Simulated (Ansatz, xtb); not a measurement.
# C3H10SSi: which of two isomers lies lower

We compare I, `CCCS[SiH3]`, a singlet, with II, `CC(C)S[SiH3]`, a singlet. Both are isolated molecules in the gas phase, relaxed with PBE0-D3(BJ)/def2-SVP; each stands in its lowest conformer found.

Question: Which of the two would you expect CCSD(T)/def2-SVP + ΔMP2/def2-TZVPP electronic energies to favour?

Answer: Structure II; the calculation gives E(II) − E(I) = −1.89 kcal/mol.

Level by level:

```tsv
level	geometry	E(II) − E(I) (kcal/mol)	departure from the last row (kcal/mol)	job, with rough time for the two
GFN2-xTB	GFN2-xTB	−0.94	+0.95	optimisation, 0.22 s
HF/STO-3G	GFN2-xTB	+0.57	+2.46	single point, 0.46 s
r2SCAN-D4/def2-SVP	GFN2-xTB	−1.58	+0.31	single point, 6.1 s
PBE0-D3(BJ)/def2-SVP	PBE0-D3(BJ)/def2-SVP	−0.94	+0.95	optimisation, 95 s
HF/def2-SVP	PBE0-D3(BJ)/def2-SVP	−1.13	+0.76	part of the CCSD(T) run
MP2/def2-SVP	PBE0-D3(BJ)/def2-SVP	−2.02	−0.13	part of the CCSD(T) run
CCSD(T)/def2-SVP	PBE0-D3(BJ)/def2-SVP	−1.77	+0.12	single point
CCSD(T)/def2-SVP + ΔMP2/def2-TZVPP	PBE0-D3(BJ)/def2-SVP	−1.89		single point, 61 s
```

As drawn, both hold the same kinds of bond in the same numbers. Structure I has 1 methyl group, II 2.

HF/STO-3G puts the two in the other order. The largest departure from CCSD(T)/def2-SVP + ΔMP2/def2-TZVPP is that of HF/STO-3G, 2.46 kcal/mol. The last row adds to CCSD(T) the change of the MP2 difference between the two basis sets, here −0.12 kcal/mol.

With thermal terms from frequencies at re-optimised GFN2-xTB minima (ideal gas, soft modes damped towards free rotors, one conformer each, 298.15 K, 1 atm): the zero-point term adds −0.39 kcal/mol; ΔH is −2.10 and ΔG −2.31 kcal/mol.

The correlated steps freeze 13 core orbitals. Run with Ansatz 0.2.0, xtb 6.7.1; the last row on 2 threads of Arm Neoverse V1 on a shared host.

The branched isomer, with sulfur on a secondary carbon, lies lower by a modest margin. Since the bond types match, the preference comes from how the groups are arranged. Branching at the carbon bearing sulfur adds a 1,3 contact between heavy atoms, which brings medium-range correlation, and lets two methyl groups rather than one ethyl group donate into and polarise towards the C–S bond. Hartree–Fock in the def2-SVP basis already gives −1.13 kcal/mol, so much of the preference is present at mean-field level; correlation enlarges it, and MP2 slightly overshoots CCSD(T) in the same basis. The reversed order with STO-3G probably reflects a minimal basis too rigid to describe polarisation around sulfur and silicon, rather than a real competing effect.

Zero-point and thermal terms reinforce the electronic preference. The propyl chain, however, has more distinct rotamers than the isopropyl group, so conformational mixing would probably narrow the free-energy gap of −2.31 kcal/mol.
